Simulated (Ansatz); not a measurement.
**Loss of H2O: how K changes with temperature for BH(CH3)2(OH2) ⇌ BH(CH3)2 + H2O**

Species: BH(CH3)2(OH2), singlet; BH(CH3)2, singlet; H2O (water) `O`, singlet. 

The electronic reaction energy at CCSD(T)/CBS estimate is +28.1 kJ/mol. Shapes: PBE0-D4/def2-TZVP. Flexible molecules stand in one conformer, not always the lowest. Programs: Ansatz 0.2.0. Enthalpy and entropy come from rigid-rotor, harmonic-oscillator sums on unscaled PBE0-D4/def2-TZVP wavenumbers, ideal gases at 1 bar; R ln 2 is added for the mirror twin of the chiral shape of BH(CH3)2(OH2). Symmetry numbers: BH(CH3)2(OH2) 1, BH(CH3)2 2, H2O 2. R = 8.3145 J/(mol K).

| T (K) | ΔH (kJ/mol) | ΔS (J/(mol K)) |
| --- | --- | --- |
| 800 | +13.0 | +132.8 |
| 1100 | ? | ? |
| 1400 | +4.3 | +124.6 |

Question: Work out ln K at 800 and 1400 K, and from these estimate it at 1100 K.

Answer: 
1. 800 K: ΔG = +13.0 − 800 × (+132.8)/1000 = -93.2 kJ/mol; ln K = −ΔG/RT = +14.01.
2. 1400 K: ΔG = +4.3 − 1400 × (+124.6)/1000 = -170.1 kJ/mol; ln K = −ΔG/RT = +14.61.
3. Slope against 1000/T: (+14.61 − (+14.01))/(0.7143 − 1.2500) = -1.12, that is −ΔH/R with ΔH near +9 kJ/mol.
4. 1100 K: ln K = +14.01 + (-1.12) × (0.9091 − 1.2500) = +14.39.

The full sums give ΔH = +8.8 kJ/mol, ΔS = +128.3 J/(mol K), ΔG = -132.3 kJ/mol and ln K = +14.47 at 1100 K, so the line is off by -0.08 in ln K; without rounding the miss is -0.07, from the change of ΔH with temperature. The products are favoured over this whole range. The number of molecules rises, which sets the sign of ΔS, and lower pressure favours the products. An error of 10 kJ/mol in the energy moves ln K by 1.1 at 1100 K. Soft modes are treated as harmonic, which can err either way at these temperatures; the lowest are those of BH(CH3)2(OH2) (85 cm⁻¹), BH(CH3)2 (94 cm⁻¹). Other conformers aren't counted. The CBS estimate extrapolates MP2 from def2-TZVPP and def2-QZVPP and adds CCSD(T) − MP2 in the triple-zeta set, cores frozen.

Entropy drives this dissociation: ln K is large at both ends of the range and rises only slightly between them, because the enthalpy cost is small. The electronic reaction energy of +28.1 kJ/mol points to a weak dative bond. Water is a modest donor towards boron, and the methyl groups ease the electron deficiency of the free borane by hyperconjugation. Binding also costs energy, since the planar boron centre must pyramidalise.

The fall in ΔH on heating has a simple origin. Breaking the B–O contact turns vibrations of the adduct into translations and rotations of the fragments, which hold less heat per mode once the vibrations are classically excited. The products therefore have the lower total heat capacity, and ΔS declines as well. This makes ln K concave against 1/T, so a straight line between the end points falls below the full result.

The equilibrium says nothing about competing reactions, such as hydride protonolysis to borinic acid and hydrogen or dimerisation of the free borane through B–H–B bridges.
